# Reading a vacancy energy backwards: office hours on aluminium

**Student:** The sheet gives six numbers for fcc aluminium and asks for the interaction behind them. In a pair-potential crystal a vacancy costs the cohesive energy, and these two differ by more than a factor of four. The data look broken.

| quantity | value | origin |
|---|---|---|
| $a$ | 0.405 nm | typical value, taken as exact |
| $C_{11}$, $C_{12}$, $C_{44}$ | 106.75, 60.41, 28.34 GPa | compiled room-temperature values (Blaschke) |
| $E_v$, unrelaxed | $122\pm5$ zJ (0.76 eV) | made for the exercise |
| $E_{\rm coh}$ | $543\pm5$ zJ (3.39 eV) | made for the exercise |

**Lecturer:** They aren't. The two energies are invented and rounded as a calculation would report them, $E_v$ for a frozen lattice in the limit of a large cell. They were chosen so that their ratio, 0.22, lies in the range of about 0.2 to 0.4 typical of metals. For the exercise each elastic constant also carries an independent uncertainty of 1.0 GPa. The unit is $1\ \mathrm{zJ}=10^{-21}$ J. What you have noticed is that a pure pair potential is excluded. Which model does the sheet name?

**Student:** Second-order pseudopotential theory. For $N$ atoms in a volume $V$, with $\Omega=V/N$,
$$U=N\,u(\Omega)+\tfrac12\sum_{i\ne j}\phi(R_{ij};\Omega).$$
Since $\phi$ depends on the electron density, I expect a vacancy to change $\phi$ itself.

**Lecturer:** Not if you make it at constant volume. Keep $N$ and $V$ and put the atoms on $N+1$ sites. Then $\Omega$ is unchanged, $u$ cancels and $\phi$ keeps its form. The lattice shrinks instead: every distance is multiplied by $[N/(N+1)]^{1/3}\approx1-1/(3N)$. Let $S=\sum_R\phi(R)$ run over the neighbours of one site, and let the prime mean $\partial/\partial R$ at fixed $\Omega$. In the shrunken lattice the sum is $\tilde S=S-\frac1{3N}\sum R\phi'$. The full lattice of $N+1$ sites has pair energy $\frac{N+1}{2}\tilde S$, and emptying one site removes $\tilde S$. So
$$E_v=\tfrac{N-1}{2}\tilde S-\tfrac N2S\;\to\;-\tfrac12\sum_R\phi(R)-\tfrac16\sum_RR\,\phi'(R),$$
with corrections of order $1/N$ and no relaxation.

**Student:** The shrinkage is infinitesimal. Why does it survive?

**Lecturer:** It is of order $1/N$ per bond and acts on a number of bonds proportional to $N$. Define the pair pressure by $\Omega P=-\frac16\sum R\phi'$, so that $E_v=-S/2+\Omega P$. Zero total pressure requires
$$P=u'(\Omega)+\tfrac12\sum_R\partial\phi/\partial\Omega .$$
With no volume term and no density dependence $P=0$, and $E_v=-S/2=E_{\rm coh}$: your statement. In general $E_{\rm coh}=-u-S/2$, with $u$ counted from the free atom, and the two energies are independent.

**Student:** Then $u$ absorbs anything, and I learn nothing about $\phi$.

**Lecturer:** Find the data that do not see $u$.

**Student:** $E_v$, as you showed. And deformations that conserve volume, so $C_{44}$ and $C'=(C_{11}-C_{12})/2=23.17$ GPa.

**Lecturer:** Take the simple shear $x\to x+\gamma y$ along cube axes. It conserves volume exactly and gives $R^2\to R^2+2\gamma xy+\gamma^2y^2$. Treat $\phi$ as a function of $R^2$: its first derivative is $\phi'/2R$, its second $A/4R^2$ with $A=\phi''-\phi'/R$. The crystal is stress-free, so the energy per atom rises by $\frac12\Omega C_{44}\gamma^2$. Collect the $\gamma^2$ terms and use $\sum y^2f(R)=\frac13\sum R^2f(R)$:
$$\Omega C_{44}=\tfrac12\sum_RA\,\frac{x^2y^2}{R^2}-\Omega P .$$
The same shear in axes turned by $45^\circ$ about $z$ replaces $x^2y^2$ by $(x^2-y^2)^2/4$ and yields $C'$. By shells,
$$\Omega C_{44}=\sum_nw_nR_n^2A_n-\Omega P,\qquad\Omega C'=\sum_nw'_nR_n^2A_n-\Omega P,$$
where $w_n=\frac12\sum x^2y^2/R^4$ and $w'_n=\frac14\sum(x^4-x^2y^2)/R^4$ over shell $n$.

| shell | $R_n/a$ | $N_n$ | $w_n$ | $w'_n$ |
|---|---|---|---|---|
| 1 | $\sqrt{1/2}$ | 12 | 1/2 | 1/4 |
| 2 | 1 | 6 | 0 | 1/2 |
| 3 | $\sqrt{3/2}$ | 24 | 1 | 1/2 |

**Student:** With nearest neighbours alone it is finished: $C_{44}-2C'=P$, so $P=-18.0$ GPa.

**Lecturer:** Keep that number. A bulk datum will speak against it. The sheet prescribes a longer-ranged form, a screened repulsion plus one damped Friedel oscillation:
$$\phi(R)=\frac{R_1}{R}\Big\{b\,e^{-\kappa\rho}+e^{-\lambda\rho}\big[\alpha\cos q\rho+\beta\sin q\rho\big]\Big\},\qquad\rho=R-R_1 .$$
Sums of damped oscillations of this kind were used for simple metals by Pettifor and Ward in 1984. Three electrons per atom give $k_Fa=(36\pi^2)^{1/3}$, so $qa=2k_Fa=14.165$. Thomas–Fermi screening, $\kappa^2=4k_F/\pi a_0$ with the Bohr radius $a_0$, gives $\kappa a=8.308$. The damping $\lambda a=4$ is an assumption, and so is switching the interaction off between the third and fourth shells. The unknowns are the energies $b$, $\alpha$, $\beta$.

**Student:** Three data, three unknowns, all linear. I need the coefficients.

**Lecturer:** Every term has the shape $f=(R_1/R)\,e^{-s\rho}$, with $s=\kappa$ or the complex $s=\lambda-iq$, whose real and imaginary parts are the cosine and sine terms. With $z=sR$,
$$R f'=-(1+z)f,\qquad R^2A=(z^2+3z+3)f .$$
Each neighbour therefore adds $f(z-2)/6$ to $E_v$ and $f(1+z)/6$ to $\Omega P$.

**Student:** Summing three shells, the rows for $\Omega C_{44}$, $\Omega C'$ and $E_v$ are
$$M=\begin{pmatrix}13.96&-45.49&-47.45\\2.65&-32.09&11.27\\8.40&3.60&-20.53\end{pmatrix},$$
and $\Omega P=14.68\,b+9.68\,\alpha-20.33\,\beta$. With $\Omega=a^3/4=1.6608\times10^{-29}\ \mathrm{m^3}$ the data vector is $(470.7,\ 384.8,\ 122)$ zJ. The determinant is $-1.14\times10^4$, and
$$M^{-1}=\begin{pmatrix}-0.0543&0.0970&0.1786\\-0.0131&-0.0098&0.0248\\-0.0245&0.0379&0.0287\end{pmatrix}.$$
Solving without rounding the inverse gives $b=33.56$, $\alpha=-6.91$, $\beta=6.58$ zJ as working values.

**Lecturer:** Now read them.

**Student:** At the first shell $\phi=b+\alpha=26.65$ zJ, positive. The virial term is $\Omega P=292$ zJ, so $P=17.6$ GPa, and $S/2=292-122=170$ zJ. The bond sum enters $E_v$ as $-170$ zJ. Cutting bonds releases energy?

**Lecturer:** In this model the neighbours sit on a repulsive slope, and the electron gas holds the crystal together. Removing an atom relieves repulsion. The price is paid in compressing all other bonds against the pair pressure. Without the virial term you would have the wrong sign. The cohesive energy now fixes the volume term, $u=-543-170=-713$ zJ, which is larger in magnitude than the whole cohesion, and none of it is lost when a vacancy forms at fixed $\Omega$. That is how the model accommodates a ratio of 0.22.

**Student:** One combination of elastic constants is unused.

**Lecturer:** Expand in the Lagrangian strain $\eta$. To second order $V/V_0=1+\mathrm{tr}\,\eta+\frac12(\mathrm{tr}\,\eta)^2-\mathrm{tr}\,\eta^2$. The pair part at fixed $\Omega$ depends on $\eta$ through $R^2$ alone, and gives equal contributions $\frac1{2\Omega}\sum Ax^2y^2/R^2$ to $C_{12}$ and $C_{44}$. The explicit volume dependence adds the energy density $P\,(V/V_0-1)+\frac12K(\mathrm{tr}\,\eta)^2$, where
$$K=\Omega u''+\tfrac\Omega2\sum\partial_\Omega^2\phi+\tfrac13\sum R\,\partial_R\partial_\Omega\phi .$$
This puts $P+K$ into $C_{12}$ and $-P$ into $C_{44}$, hence
$$C_{12}-C_{44}=2P+K .$$
A pure pair potential has $C_{12}=C_{44}$, while the compiled values differ by 32.07 GPa. That excludes it a second time, without any vacancy.

**Student:** So $K=32.07-2(17.6)=-3.1$ GPa. It is one more free number, so it tests nothing.

**Lecturer:** It has a preferred value. A sound wave in a crystal of fixed total volume leaves $\Omega=V/N$ alone, so in this model it feels only $\phi$ at fixed $\Omega$, and the constants from long waves obey the relation with $K=0$. Homogeneous strain gives the relation with $K$. The model has one consistent set of constants only if $K=0$, that is $P=16.0$ GPa. Your nearest-neighbour value would need $K=68.1$ GPa, comparable with the constants themselves. In the table $w_n=2w'_n$ for shells 1 and 3, so $C_{44}-2C'=P-R_2^2A_2/\Omega$: a stiff second shell is what reconciles a positive $P$ with $C_{44}<2C'$.

**Student:** Then 17.6 against 16.0 confirms the theory for aluminium.

**Lecturer:** It does not. $E_v$ was invented and $\lambda$ assumed, and $P$ follows both. All we may ask is whether this data set is consistent within this model, and for that we need the uncertainties.

**Student:** They pass through $M^{-1}$. The inputs are $\sigma(\Omega C_{44})=16.6$ zJ, $\sigma(\Omega C')=16.6/\sqrt2=11.7$ zJ and $\sigma(E_v)=5$ zJ, mutually independent. Adding each row in quadrature,
$$b=33.6\pm1.7,\qquad\alpha=-6.9\pm0.3,\qquad\beta=6.6\pm0.6\ \mathrm{zJ}.$$
And for $P$ I add those three with their coefficients?

**Lecturer:** No. The rows for $b$ and $\beta$ have the same sign pattern, and their correlation coefficient is 0.95. They enter $P$ with opposite signs and partly cancel. Go back to the data: multiply the row for $\Omega P$ into $M^{-1}$,
$$P=-0.425\,C_{44}+0.557\,C'+2.28\,E_v/\Omega .$$
This gives $P=17.6\pm0.9$ GPa. Inserting it into $K=C_{12}-C_{44}-2P$,
$$K=-0.557\,C_{11}+1.557\,C_{12}-0.150\,C_{44}-4.56\,E_v/\Omega=-3.1\pm2.2\ \mathrm{GPa},$$
which is 1.4 standard deviations from zero: no conflict, and no sharp test. For $u=-E_{\rm coh}+E_v-\Omega P$ the coefficient of $E_v$ is $-1.28$, and $u=-713\pm13$ zJ.

**Student:** Why is an error in $E_v$ amplified by 2.28?

**Lecturer:** Because $E_v$ is a difference of two larger terms that grow together. Strengthening the repulsion raises $\Omega P$ by 14.68 per unit of $b$ but $E_v$ by only 8.40, and the oscillation must readjust to hold the shear constants. Read forwards, the same fact warns you that a modest change in a potential's slope moves its vacancy energy a lot.

**Student:** Now uniqueness. The determinant is not zero, so the answer is unique. That seems too easy.

**Lecturer:** It is unique within the family. Outside it, three shells carry nine numbers, $\phi$, $\phi'$ and $\phi''$ at each, and the data fix three combinations, four if you impose $K=0$. Between the shells the function is invisible altogether. So vary what was assumed. Shells 4 and 5 lie at $\sqrt2\,a$ and $\sqrt{5/2}\,a$ with $N=12,\ 24$, $w=1/2,\ 0.36$ and $w'=1/4,\ 1.46$.

| assumption | $b$ (zJ) | $\alpha$ (zJ) | $\beta$ (zJ) | $P$ (GPa) |
|---|---|---|---|---|
| $\lambda a=4$, three shells | 33.6 | $-6.9$ | 6.6 | 17.6 |
| $\lambda a=4$, five shells | 30.3 | $-6.2$ | 5.6 | 16.6 |
| $\lambda a=5$, three shells | 36.8 | $-7.4$ | 7.9 | 18.6 |

Every row reproduces $C_{44}$, $C'$ and $E_v$ exactly. The amplitudes move by about twice their error bars, $P$ by about one, and five shells are not yet a converged sum. The third figure of $b$ means nothing outside one row.

**Student:** Impose $K=0$ and solve for $\lambda$.

**Lecturer:** One unit of $\lambda a$ shifts $K$ by 2.0 GPa, less than its uncertainty of 2.2 GPa, and the cut-off shifts it as much. You would obtain $\lambda a$ to about one unit in four, mixed with the cut-off. New kinds of data are needed, such as short-wavelength phonon frequencies, which weight the shells differently and are also blind to $u$.

**Student:** Can $b$ be turned into a property of the ion?

**Lecturer:** For an empty-core pseudopotential of radius $r_c$ the form factor carries $\cos kr_c$, and the pair interaction in wave-vector space is
$$\frac{Z^2e^2}{\epsilon_0k^2}\Big[1-\frac{\kappa^2\cos^2kr_c}{k^2+\kappa^2}\Big].$$
Write $\kappa^2/[k^2(k^2+\kappa^2)]=1/k^2-1/(k^2+\kappa^2)$. For $R>2r_c$ the first piece cancels the bare Coulomb term, and the pole at $k=i\kappa$ turns the cosine into a hyperbolic cosine:
$$b=\frac{Z^2e^2}{4\pi\epsilon_0R_1}\,e^{-\kappa R_1}\cosh^2\kappa r_c=20.37\ \mathrm{zJ}\times\cosh^2\kappa r_c$$
for $Z=3$ and $R_1=0.2864$ nm. A real radius exists only for $b\ge20.37$ zJ, and it is then unique, since the function is monotonic for $r_c\ge0$.

**Student:** $\cosh^2\kappa r_c=1.65$ and $r_c=0.036\pm0.002$ nm.

**Lecturer:** That is the model's radius, not the ion's. Empty-core radii used for aluminium are typically near 0.06 nm, so the model falls short by roughly 40 per cent, far outside its error bar. Thomas–Fermi screening takes the long-wavelength response of the electron gas at all wave vectors, and our first term stands in for all the short-range parts of the true interaction. A small propagated error says how firmly the data fix a parameter, not whether the parameter means what its name says.

**Student:** Suppose $E_v$ had come from an experiment. The atoms would have relaxed.

**Lecturer:** Estimate it from your solution. At the first shell $\phi'=-0.483$ nN, $t=\phi'/R_1=-1.69$ N/m and $A=22.4$ N/m. Each of the twelve neighbours has lost an outward push and feels $|\phi'|$ inward. Move them radially by $\delta$, hold all other atoms, and keep nearest-neighbour bonds in the stiffness. Each atom owns two of the bonds within the shell, whose lengths change by $\delta$, giving $2\phi''=2(A+t)$. It has seven bonds to fixed atoms, of stiffness $t+A\cos^2\theta$, with $\cos^2\theta=1$ once, $1/4$ four times and 0 twice, giving $7t+2A$. The total is $k_r=9t+4A=74.4$ N/m. The shift is $|\phi'|/k_r=6.5$ pm inward and the energy gain $12\,\phi'^2/2k_r\approx19$ zJ.

**Student:** Almost four times the quoted uncertainty.

**Lecturer:** So a relaxed value fed into the unrelaxed formula would put $P$ too low by about $2.28\times19\ \mathrm{zJ}/\Omega=2.6$ GPa, more than the random error. The estimate is rough, as further shells move and stiffen too. It matters whenever vacancy energies of a wiring metal such as aluminium are used to fit a potential.

**Student:** And the constants are for room temperature, while the formulas are for a static lattice.

**Lecturer:** Suppose both shear constants of the static lattice were 10 per cent higher. The two terms in $P$ nearly cancel and leave a shift of 0.09 GPa, while $b$ rises by 1.2 zJ, within its error bar. A common scale error is benign, and an error in the anisotropy is not. The limit I cannot size from inside the model is linear screening: an empty site is a strong perturbation of the electron gas, and whatever higher orders add to $E_v$ is absorbed by the fit at the same rate, 2.28 zJ in $\Omega P$ for each zJ.

**Student:** Then the data fix this much. A pure pair potential is out, by $E_v\ne E_{\rm coh}$ and by $C_{12}\ne C_{44}$. Within the prescribed family the model has $\Omega P\approx0.29$ aJ and $S/2\approx0.17$ aJ, whose difference is the vacancy energy, and $u\approx-0.71$ aJ.

**Lecturer:** And two figures are all those three deserve, the second already moving with the cut-off and the damping. The amplitudes are fixed to a tenth or a fifth of their size, and the shape of $\phi$ between the shells not at all.